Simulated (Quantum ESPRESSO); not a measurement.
# Exchange energy and copper moments of CuF2 (P2_1/c) under tetragonal distortion at fixed volume, PBEsol+U

In copper difluoride each Cu²⁺ ion has nine d electrons, so a single hole carries its spin. Fluorine ions bridge the copper ions and pass the magnetic coupling from one to the next. We ask how the copper moments and this coupling respond when the z length of the cell is scaled at fixed volume, as a strained film might impose in part. The coupling sets the temperature scale of magnetic order, so its response to strain matters wherever a magnetic insulator is grown on a substrate. The energy is that of the opposed order less that of the parallel order, per copper ion, from PBEsol with U = 6 eV on Cu 3d; a negative value favours the opposed order. The moments are spins inside the copper spheres.

## Systems and settings

One system, CuF2 (P2_1/c), 6 atom(s) a primitive cell, from measured cells of the Crystallography Open Database. Quantum ESPRESSO 7.5, plane waves with GBRV 1.5 PBEsol pseudopotentials, cutoff 544 eV, Fermi-Dirac smearing of 0.1 eV, k meshes whose coarsest spacing along a reciprocal vector is 0.28 1/Å over all runs (2π included). Functional: PBEsol with Hubbard U (eV) Cu 6 on orthogonalised atomic projectors; collinear spins, no spin-orbit coupling. Atoms stay at fixed fractions of the cell and the mesh divisions are held. At each point the moments on Cu are started parallel, opposed (signs +-) and without spin polarisation. Of the opposed order at the middle point, it reverses 0 of 2 magnetic neighbours at 3.32 Å and 4 of 4 magnetic neighbours at 3.51 Å. Runs that did not converge or carry a known fault are not listed. The same in all rows: net spin moment of that run per magnetic atom: 1.0000 μB; metal or insulator in the run from the parallel start, judged by its smearing entropy or density of states at the Fermi energy (a gap under a few smearing widths counts as a metal): insulator.

Notes on method and selection:

- Each state is what a run reaches from typed starting moments; only a few collinear orders were started, so the lowest found need not be the ground state. Spin-orbit coupling is left out of these energies, which are free energies at the smearing width. A magnetic atom is one that was given a starting moment.
- Site moments count the spin inside each program's own atomic sphere, so they depend somewhat on its radius and leave out the spin between the spheres.
- Under a Hubbard U the orbital state was not searched.
- Quantum ESPRESSO sets the radius of an element's spheres to about 0.41 of its shortest distance to a neighbour, so it changes from cell to cell and the site moment with it.
- A measured moment is set beside the table only where the run ends ferromagnetic and the measured order is ferromagnetic too.
- Runs that did not converge, have known faults or may not be shown are not listed, and runs on Ansatz's PAW sets soft_1 and soft_2 are kept to separate tables.

Columns:

- tetragonal distortion: factor on the z length of the cell at fixed volume.
- moment (μB): largest site spin moment reached from the parallel start.
- moment, opposed (μB): largest site spin moment reached from the opposed start.
- magnetic distance (Å): shortest distance between magnetic atoms.
- E(opposed) - E(parallel) (meV): energy of the run from the opposed start less that of the parallel start, per magnetic atom (positive: parallel is favoured); blank where a pattern was lost.

Input lines of one member:

```
&SYSTEM
  ecutwfc = 40
  ecutrho = 280
  nbnd = 45
  occupations = 'smearing'
  smearing = 'fd'
  degauss = 0.00734986
  nspin = 2
  starting_magnetization(1) = 0.0526
  starting_magnetization(2) = 0
/
&ELECTRONS
  conv_thr = 1.2d-08
  mixing_beta = 0.3
/
K_POINTS automatic
8 8 8 0 0 0
HUBBARD {ortho-atomic}
U Cu-3d 6.0000
```

Command (options for logging and memory left out): `pw.x -in pw.in`

## Data

| member | tetragonal distortion | moment (μB) | moment, opposed (μB) | magnetic distance (Å) | E(opposed) - E(parallel) (meV) |
| --- | --- | --- | --- | --- | --- |
| 0.92 | 0.92 | 0.815 | 0.799 | 3.461 | ? |
| 0.96 | 0.96 | 0.819 | 0.802 | 3.388 | −19.98 |
| 1 | 1.00 | 0.820 | 0.803 | 3.320 | −20.91 |
| 1.04 | 1.04 | 0.821 | 0.803 | 3.256 | −21.60 |
| 1.08 | 1.08 | 0.821 | 0.802 | 3.195 | −21.99 |

Cells marked ? are withheld until the estimate has been made.

## Why the values move as they do

The opposed order is lower in energy than the parallel one at all four distortions with a shown energy, and its advantage grows as z lengthens. From 0.96 to 1.08 the difference changes by −21.99 − (−19.98) = −2.01 meV, or −2.01 / 12 = −0.17 meV per percent of distortion. The response weakens along the way: the successive steps are −0.93, −0.69 and −0.39 meV.

The moments hardly take part. Over the same range the copper moment in the parallel order goes from 0.819 to 0.821 μB, and the whole cell keeps 1 μB per copper. This suggests that the hole stays mostly on copper, and that what changes is the coupling between nearly constant spins. At the undistorted cell 1.000 − 0.820 = 0.180 μB per copper lies outside the copper spheres, partly on fluorine, which is the sign of the covalent mixing that superexchange needs.

The tabulated magnetic distance does not explain the trend. It belongs to the two neighbours at 3.32 Å in the undistorted cell, which are parallel in both orders, so their coupling cancels from the energy difference. The four neighbours at 3.51 Å are the ones reversed. Their coupling runs through fluorine bridges and, in the simplest picture, follows

$$J \propto \frac{t_{pd}^4}{\Delta^2}\left(\frac{1}{U}+\frac{1}{\Delta}\right),$$

where $t_{pd}$ is the copper–fluorine hopping, $\Delta$ the energy to move an electron from fluorine to copper, and $U$ the repulsion on copper. The energy difference grows by 2.01 / 19.98 = 10 %, for which a rise of about 10 / 4 = 2.5 % in the hopping would be enough. Small changes in bridge lengths and angles could supply that, though neither is tabulated. The fluorine atoms are held at fixed fractions of the cell and feel forces that vary with the distortion, so a relaxed crystal may respond with a different slope.

## Predicting the missing value

Plain estimates from the members shown:

- 0.92, mean of the 4 members shown: −21.12 meV, standard deviation 0.76

The mean of the four shown members, −21.12 meV, suits a series without a trend. Here the energy changes steadily and the missing member lies at one end, so we continue the curve instead. A parabola through the three nearest equally spaced points gives

E(0.92) = 3 × (−19.98) − 3 × (−20.91) + (−21.60) = −18.81 meV.

The same route can be tried on 0.96, using the three members above it: 3 × (−20.91) − 3 × (−21.60) + (−21.99) = −19.92 meV, against −19.98 meV in the table. The miss is 0.06 meV, whereas the mean of those three members, (−20.91 − 21.60 − 21.99) / 3 = −21.50 meV, misses by 21.50 − 19.98 = 1.52 meV.

The moments at 0.92 support a smooth continuation. They are 0.815 μB in the parallel and 0.799 μB in the opposed order, only 0.004 and 0.003 μB below those at 0.96, which gives no hint of a different orbital state. We therefore add no further shift.

One test is too few to fix the scatter, so the error bar is taken wider than its miss. A straight line through 0.96 and 1.00 would give 2 × (−19.98) − (−20.91) = −19.05 meV. The curvature thus contributes 0.24 meV, and we take its size, rounded to 0.2 meV, as one standard deviation.

**Committed estimate, 0.92: E(opposed) - E(parallel) = −18.8 ± 0.2 meV.**

## How the estimate fared

| member | tetragonal distortion | moment (μB) | moment, opposed (μB) | magnetic distance (Å) | E(opposed) - E(parallel) (meV) |
| --- | --- | --- | --- | --- | --- |
| 0.92 | 0.92 | 0.815 | 0.799 | 3.461 | −18.84 |

| member | estimate | E(opposed) - E(parallel) (meV) | computed | estimate − computed | miss in error bars |
| --- | --- | --- | --- | --- | --- |
| 0.92 | committed | −18.80 | −18.84 | +0.04 | 0.2 |
| 0.92 | mean | −21.12 | −18.84 | −2.28 |  |

The estimate of −18.8 meV lies 0.04 meV from the computed −18.84 meV, well inside its error bar of 0.2 meV. The mean of the other four members misses by 2.28 meV. Carrying the curvature along was worthwhile, since the straight line through 0.96 and 1.00 gave −19.05 meV and would have missed by 0.21 meV.

The new step, from 0.92 to 0.96, is −19.98 − (−18.84) = −1.14 meV and fits ahead of the sequence −0.93, −0.69 and −0.39 meV. With nearly constant copper moments, this smooth course gives no sign that the hole changes its orbital. The result supports the smoothness we assumed, but not the cause we proposed for the trend.

Over the full range the energy difference grows by a factor of 21.99 / 18.84 = 1.17. We had put such growth down to a stronger copper–fluorine hopping, and the runs speak against that. As z lengthens, the small share of an electron that fluorine lends to the hole's orbital shrinks in both orders, and in the parallel order the spin on fluorine shrinks too. The hole thus mixes less with fluorine, whereas a stronger hopping with the other energies fixed would make it mix more. The formula we used also has no term for the angle of the fluorine bridges, on which superexchange depends. A change in that angle is a possible cause, but its effect was not separated from the rest.

We were also wrong to treat the four neighbours at 3.51 Å as the only ones reversed. The opposed order reverses a further set of copper neighbours slightly farther away, so the energy difference adds up more than one coupling, and the trend cannot be assigned to any single one.

## Members off the line

None of the five members stands out. A straight line through all of them leaves residuals of at most about 0.26 meV, positive at both ends and negative in the three middle rows, which is the mark of a gentle curvature. The copper moment at 0.92 is the lowest of the series, but only by 0.004 μB against its neighbour, and a changing sphere radius could contribute to so small a difference.

## Conclusions

From 0.92 to 1.08 the opposed order stays below the parallel one, and lengthening z strengthens this preference by (21.99 − 18.84) / 16 = 0.20 meV per percent on average. The cause remains open: the hole mixes less with fluorine as z lengthens, so a stronger hopping alone does not explain the trend. Within this series, a parabola through three neighbouring points predicted the next one to within 0.1 meV in both trials.

Take spins ½ coupled by $J_{ij}\,\mathbf S_i\cdot\mathbf S_j$, with each pair counted once and positive $J_{ij}$ favouring opposed spins. Treated classically, the energy difference per copper then equals minus one quarter of the sum of $J_{ij}$ over all neighbours that the opposed order reverses. At 11.6 K per meV, this quarter of the sum is 20.91 × 11.6 = 243 K in the undistorted cell. It would be the coupling to each of the four neighbours at 3.51 Å only if the farther reversed ones contributed nothing, and the two orders computed here cannot tell these contributions apart. Nor is it an ordering temperature.

The main omission is the relaxation of fluorine. The forces on it, computed though not tabulated, differ between the two orders in such a way that a small step along them would weaken the preference for the opposed order, more so at long z. A relaxed crystal could therefore show a flatter response, but how much flatter would have to be found by relaxing the atoms at each distortion.

[Logs are printed without paths, hosts, clocks, repeated set-up lines and the standing remarks that a program may print on its own settings, such as how far it seeks lower states.]
